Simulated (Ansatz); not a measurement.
## Redistribution: C3H4F4O + C2H4ClF → C3H5F3O + C2H3ClF2

Species: C3H4F4O `FCOC(F)C(F)F`, singlet; C2H4ClF `FCCCl`, singlet; C3H5F3O `FCOCC(F)F`, singlet; C2H3ClF2 `FCC(F)Cl`, singlet. The partners trade F for H; both sit on C, so the bond types are kept.

Shapes, held fixed at every level: PBE0-D4/def2-TZVP. Flexible molecules stand in one conformer, not always the lowest. Programs: Ansatz 0.2.0. Electronic energies: no zero-point or thermal term.

| level | kind | ΔE (kJ/mol) | less CCSD(T)/CBS estimate |
| --- | --- | --- | --- |
| HF/def2-TZVPP | Hartree–Fock | +31.8 | +8.3 |
| B3LYP-D4/def2-TZVPP | global hybrid | +20.6 | -2.9 |
| PBE0-D4/def2-TZVPP | global hybrid | +22.3 | -1.2 |
| wB97M-V/def2-TZVPP | range-separated hybrid | +22.1 | -1.4 |
| MP2/def2-TZVPP | perturbation theory | +23.7 | +0.2 |
| CCSD/def2-TZVPP | coupled cluster or CI | +25.4 | +1.9 |
| CCSD(T)/CBS estimate | coupled cluster or CI | +23.5 | 0.0 |

The highest level, CCSD(T)/CBS estimate, gives ΔE = +23.5 kJ/mol; the levels span +20.6 to +31.8. The column of differences is taken from that level and isn't an error. No measured value is set beside it here. The CBS estimate extrapolates MP2 from def2-TZVPP and def2-QZVPP and adds CCSD(T) − MP2 in the triple-zeta set, cores frozen.

Every level makes the transfer uphill, so in these conformers fluorine is better placed on the ether carbon than on the chlorine-bearing carbon. The main reason is probably the anomeric effect: an oxygen lone pair donates into the C–F σ* orbital, and the polarised O–C–F unit gains electrostatic stabilisation as well. Chlorine on the same carbon is a weaker π donor towards that orbital, so the new Cl–C–F arrangement recovers only part of what is lost. Relief of repulsion between fluorines on neighbouring carbons should favour the products, but evidently doesn't outweigh this loss.

Hartree–Fock gives the largest reaction energy, +31.8 kJ/mol, and all the correlated methods and density functionals lower it. This suggests that mean-field theory exaggerates the preference for the strongly polar O–C–F unit, while correlation favours the side with chlorine and fluorine on one carbon. The preference itself therefore doesn't depend on the treatment of correlation, though total energies alone can't separate hyperconjugation from electrostatics.
